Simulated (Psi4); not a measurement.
**How methods differ on CH4SZn (SMILES C[S][ZnH])**

CH4SZn has 7 atoms, charge 0, and is taken as a singlet. As SMILES, `C[S][ZnH]`. Geometry: optimised at PBE0/def2-TZVP.

Quantity: the HOMO–LUMO gap, in eV. The values are calculated.

```tsv
level	kind	program	value (eV)	CPU time
PBE-D4/def2-TZVPP (density fitting)	GGA	Psi4	3.87	36 s
r2SCAN-D4/def2-TZVPP (density fitting)	meta-GGA	Psi4	4.42	77 s
B3LYP-D4/def2-TZVPP (density fitting)	global hybrid	Psi4	5.29	32 s
PBE0-D4/def2-TZVPP (density fitting)	global hybrid	Psi4	5.78	34 s
wB97M-V/def2-TZVPP (density fitting)	range-separated hybrid	Psi4	9.42	98 s
```

The values span 3.87 to 9.42 eV. Orbital gaps aren't excitation energies; they tend to grow with the share of exact exchange. CPU times are rough (shared hosts, several kinds of processor and program).

The gap rises at every step from PBE to wB97M-V, but unevenly: the step from PBE0 (5.78 eV) to wB97M-V (9.42 eV) is larger than the whole spread among the other four functionals. Since all five share one geometry, the differences are electronic rather than structural, and the last step probably reflects the exact exchange that the range-separated form restores at long range, which lowers the occupied levels and raises the empty ones.

Chemically, a sizeable gap is what a two-coordinate zinc(II) thiolate hydride should have. The zinc 3d shell is full and lies deep, so the HOMO is probably a sulfur 3p lone pair and the LUMO a diffuse orbital of mainly zinc 4s and 4p character. That would make the frontier gap largely ligand-to-metal in nature, with no low-lying d–d states. The values describe the isolated monomer and don't carry over to condensed zinc thiolates, where bridging sulfur typically donates into the zinc orbitals left vacant here.
